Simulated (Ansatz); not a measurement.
A series in volume per atom on Pb

Periodic Kohn-Sham DFT of a crystal at fixed atoms; pressure and stress are positive in compression; the energy is the free energy less that of spherical unpolarised free atoms; site moments are those in the method's own spheres, positive along +z. The results are calculated, by Ansatz 0.2.0.

Cell of the first row (space group P6_3/mmc, No. 194):
```
Pb
1.0
      3.4090     0.0000     0.0000
     -1.7045     2.9522     0.0000
      0.0000     0.0000     5.4759
Pb
2
Direct
  0.33333 0.66667 0.25000
  0.66667 0.33333 0.75000
```

Settings of every row: method all-electron LAPW; functional PBEsol; relativity scalar; k mesh 12x12x7; filling fermi-dirac; smearing width 0.05 eV; basis error target 0.5 meV/atom; nucleus gaussian.

Atom start moment: 0 on all atoms.

Limits: no spin-orbit coupling on heavy atoms.

```csv
row,volume per atom (Å³),pressure (GPa),energy less free atoms (eV/atom)
1,27.555,4.588,-3.936
2,27.57,4.551,-3.9365
3,28.141,3.205,-3.9502
4,28.727,1.983,-3.9597
5,29.021,1.426,-3.9628
6,29.314,0.903,-3.9649
7,29.607,0.411,-3.9661
8,29.9,?,?
9,30.486,-0.9,-3.9647
10,31.073,-1.656,-3.96
```

Question: what pressure and energy less free atoms should row 8 give?

Worked fit of pressure. Take u = (V_r/V)^(2/3) − 1 with V_r = 29.021 Å³ an atom, which is twice the finite (Eulerian) strain; such expansions in the strain, on which the Birch-Murnaghan equation of state is built, carry the rest volume and the bulk modulus. The shown rows have u = 0.03516, 0.03479, 0.02074, 0.00681, 0, -0.00667, -0.01324, -0.0323, -0.04452. Least squares give pressure = 1.4258 + 80.074 × u + 264.4 × u² + 462 × u³ GPa; a parabola predicts inner rows, each left out in turn, worse (root mean square 0.0069 against 0.00059 GPa). The rows lie off it by 0.000, 0.000, 0.001, -0.001, 0.000, 0.000, 0.000, 0.000, 0.000. The pressure vanishes at u = -0.0190, or V = 29.87 Å³ an atom, and there the bulk modulus at fixed shape and fractions is B = −V dP/dV = (2/3)(1 + u) dP/du = 46.1 GPa. Letting shape and atoms relax would as a rule lower it, by much in layered, chain or molecular crystals. The withheld row has u = -0.0197, so the fit gives 1.4258 + 80.074 × (-0.0197) + 264.4 × (-0.0197)² + 462 × (-0.0197)³ = -0.053 GPa.

The calculation gave -0.052 GPa. The fit lies 0.001 GPa (1.9 % of the value, 0.016 % of the column's range) below it, one unit of the last digit.

Worked fit of energy less free atoms. Take u = (V_r/V)^(2/3) − 1 with V_r = 29.021 Å³ an atom, which is twice the finite (Eulerian) strain; such expansions in the strain, on which the Birch-Murnaghan equation of state is built, carry the rest volume and the bulk modulus. The shown rows have u = 0.03516, 0.03479, 0.02074, 0.00681, 0, -0.00667, -0.01324, -0.0323, -0.04452. Least squares give energy less free atoms = −3.96279 + 0.3877 × u + 10.394 × u² + 6.3 × u³ eV/atom; a parabola predicts inner rows, each left out in turn, worse (root mean square 9.4e-05 against 4.3e-05 eV/atom). All shown rows lie on it to the printed digit. Its lowest point lies at u = -0.0190, or V = 29.87 Å³ an atom, and the curvature there gives the bulk modulus at fixed shape and fractions, B = (4/9)(1 + u)² E″(u)/V = 46.1 GPa. Letting shape and atoms relax would as a rule lower it, by much in layered, chain or molecular crystals. The withheld row has u = -0.0197, so the fit gives −3.96279 + 0.3877 × (-0.0197) + 10.394 × (-0.0197)² + 6.3 × (-0.0197)³ = -3.9664 eV/atom.

The calculation gave -3.9664 eV/atom. The fit meets it to the printed digit.
